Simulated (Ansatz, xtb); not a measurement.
**Relative energy of two isomers of C3H6GeO2**

We compare a, `O=C[CH]([GeH3])C=O`, a singlet, with b, `O=C[C@@H]1C[O][GeH2]1`, a singlet. Both are isolated molecules in the gas phase, relaxed with B3LYP-D3(BJ)/def2-SVP; the shapes shown needn't be the lowest conformers.

a (Å):

```xyz
12

C     0.3346   -1.3700    0.1170
C    -0.4003   -0.0787   -0.0917
C    -0.9996    0.0976   -1.4558
Ge   -1.9161   -0.0179    1.2516
O     1.2242   -1.5336    0.9144
O    -1.2268    1.1621   -1.9745
H    -0.0289   -2.2202   -0.5220
H     0.2204    0.7863    0.1888
H    -2.6300    1.3267    1.0541
H    -1.2809   -0.1475    2.6430
H    -2.8666   -1.1953    0.9663
H    -1.2617   -0.8637   -1.9761
```

b (Å):

```xyz
12

C     2.1191    0.7367    1.1592
C     3.1122    1.0175    0.0818
C     2.9903    2.3667   -0.6707
Ge    2.6496    0.2198   -1.7029
O     2.2870   -0.0313    2.0750
O     2.6709    2.0077   -2.0271
H     1.1464    1.2916    1.0434
H     4.1234    0.7406    0.4113
H     3.9309    2.9430   -0.6349
H     2.1900    3.0012   -0.2446
H     3.7545   -0.5604   -2.4412
H     1.2594   -0.4214   -1.8799
```

Task: Estimate which is lower in electronic energy at CCSD(T)/def2-SVP + ΔMP2/def2-TZVPP, and by roughly how much.

Result: Not settled: CCSD(T)/def2-SVP + ΔMP2/def2-TZVPP gives E(b) − E(a) = −4.2 kcal/mol, but this leans on the basis-set step: CCSD(T) alone gives +1.3 kcal/mol.

How the difference moves with the method:

```
                             level               geometry  E(b) − E(a) (kcal/mol)  departure from the last row (kcal/mol)  job, with rough time for the two
                          GFN2-xTB               GFN2-xTB                     −10.6                                    −6.3               optimisation, 0.3 s
                         HF/STO-3G               GFN2-xTB                     −16.7                                   −12.5              single point, 0.42 s
                r2SCAN-D4/def2-SVP               GFN2-xTB                      −1.6                                    +2.6               single point, 3.6 s
             B3LYP-D3(BJ)/def2-SVP  B3LYP-D3(BJ)/def2-SVP                      +0.1                                    +4.4                optimisation, 55 s
                       HF/def2-SVP  B3LYP-D3(BJ)/def2-SVP                      +1.4                                    +5.6           part of the CCSD(T) run
                      MP2/def2-SVP  B3LYP-D3(BJ)/def2-SVP                      +0.2                                    +4.4           part of the CCSD(T) run
                  CCSD(T)/def2-SVP  B3LYP-D3(BJ)/def2-SVP                      +1.3                                    +5.6                      single point
CCSD(T)/def2-SVP + ΔMP2/def2-TZVPP  B3LYP-D3(BJ)/def2-SVP                      −4.2                                                        single point, 66 s
```

As drawn, b has 1 C–O, 1 Ge–O, 1 C–H in place of 1 C=O, 1 Ge–H. Structure a has no ring, b a 4-membered ring.

HF/def2-SVP, CCSD(T)/def2-SVP put the two in the other order. B3LYP-D3(BJ)/def2-SVP, MP2/def2-SVP find them nearly level. The largest departure from CCSD(T)/def2-SVP + ΔMP2/def2-TZVPP is that of HF/STO-3G, 12.5 kcal/mol. The last row adds to CCSD(T) the change of the MP2 difference between the two basis sets, here −5.6 kcal/mol, a large step that makes the value less sure.

With thermal terms from frequencies at re-optimised GFN2-xTB minima (ideal gas, soft modes damped towards free rotors, one conformer each, 298.15 K, 1 atm): on the last row, ΔE + ΔZPE = −1.6, ΔH = −2.3, ΔG = −0.6 kcal/mol.

The correlated steps freeze 14 core orbitals; the filled d shell of Ge is correlated, in a basis made for valence electrons. Mirror images aren't counted in ΔG. Programs: Ansatz 0.2.0, xtb 6.7.1; the last row on 4 threads of Arm Neoverse V1 on a shared host.

Turning a into b is an intramolecular hydrogermylation: Ge–H adds across one carbonyl group, closing a four-membered ring. The small energy difference probably reflects a near balance, with the strong, polar Ge–O bond and the new C–H bond offsetting the lost C=O π bond and the strain of the ring. In def2-SVP, HF and CCSD(T) almost coincide, so the net correlation contribution to the difference is small there. The shift towards b in the larger basis suggests that the compact set describes the polarised Ge–O bond and its oxygen lone pairs less well than the open dialdehyde.

Zero-point energy works against b, as expected when a soft Ge–H stretch gives way to a stiffer C–H stretch, and ring closure also costs torsional entropy. With ΔG at −0.6 kcal/mol, the calculation supports near-degeneracy rather than a thermodynamic preference for the ring. Neither isomer is shown to be the most stable form of this composition, since an enol tautomer of a, with its conjugation and internal hydrogen bond, could well lie lower.
